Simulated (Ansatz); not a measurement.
# Sb: energy change per atom and pressure as volume scale varies

Results calculated with Ansatz 0.2.0, not measured. Plane-wave DFT, scalar-relativistic PAW made under PBE with cores redone for the functional, no dispersion; the given relaxed cell is scaled uniformly, energy at zero smearing counts from the unscaled cell, pressure at the given Fermi-Dirac smearing is positive in compression.

The cell before it is scaled or strained (space group R-3m, No. 166):
```
CELL_PARAMETERS angstrom
2.18790 1.26320 3.84320
-2.18790 1.26320 3.84320
0.00000 -2.52640 3.84320
ATOMIC_POSITIONS crystal
Sb 0.23268 0.23268 0.23268
Sb 0.76732 0.76732 0.76732
```

Settings of every row: spin polarised no; functional PBE; wave cutoff 420 eV; smearing width 0.1 eV; k mesh 14x14x14.

Atom starting moment: 0 on all atoms.

Limits: bonds stretch with the cell, so the curve is stiffer than the relaxed crystal.

| row | volume scale | V (Å³/atom) | energy change per atom (meV) | pressure (GPa) |
| --- | --- | --- | --- | --- |
| 1 | 0.88 | 28.041 | 90.91 | 8.53 |
| 2 | 0.92 | 29.316 | 37.31 | 5.04 |
| 3 | 0.96 | 30.59 | 8.67 | 2.25 |
| 4 | 1.04 | 33.14 | ? | ? |
| 5 | 1.08 | 34.414 | 27.5 | -3.22 |
| 6 | 1.12 | 35.689 | 57.94 | -4.37 |

Question: what energy change per atom and pressure should row 4 give?

Worked fit of energy change per atom. Take u = (V_r/V)^(2/3) − 1 with V_r = 30.59 Å³ an atom, which is twice the finite (Eulerian) strain; such expansions in the strain, on which the Birch-Murnaghan equation of state is built, carry the rest volume and the bulk modulus. The shown rows have u = 0.05972, 0.02877, 0, -0.07552, -0.09767. Least squares give energy change per atom = 8.72 + 659.63 × u + 11946.9 × u² meV; a straight line predicts inner rows, each left out in turn, worse (root mean square 31 against 0.52 meV). The rows lie off it by 0.19, -0.28, -0.05, 0.46, -0.32 (root mean square 0.29 meV). The withheld row has u = -0.05198, so the fit gives 8.72 + 659.63 × (-0.05198) + 11946.9 × (-0.05198)² = 6.71 meV.

The calculation gave 7.34 meV. The fit lies 0.63 meV (8.6 % of the value, 0.75 % of the column's range) below it; its largest miss of a shown row is 0.46 meV.

Worked fit of pressure. Take u = (V_r/V)^(2/3) − 1 with V_r = 30.59 Å³ an atom, which is twice the finite (Eulerian) strain; such expansions in the strain, on which the Birch-Murnaghan equation of state is built, carry the rest volume and the bulk modulus. The shown rows have u = 0.05972, 0.02877, 0, -0.07552, -0.09767. Least squares give pressure = 2.252 + 90.75 × u + 237.1 × u² GPa; a straight line predicts inner rows, each left out in turn, worse (root mean square 0.62 against 0.034 GPa). The rows lie off it by 0.01, -0.02, 0.00, 0.03, -0.02. The pressure vanishes at u = -0.0267, or V = 31.86 Å³ an atom, and there the bulk modulus at fixed shape and fractions is B = −V dP/dV = (2/3)(1 + u) dP/du = 50.7 GPa. Letting shape and atoms relax would as a rule lower it, by much in layered, chain or molecular crystals. The withheld row has u = -0.05198, so the fit gives 2.252 + 90.75 × (-0.05198) + 237.1 × (-0.05198)² = -1.82 GPa.

The calculation gave -1.78 GPa. The fit lies 0.04 GPa (2.2 % of the value, 0.31 % of the column's range) below it; its largest miss of a shown row is 0.03 GPa.
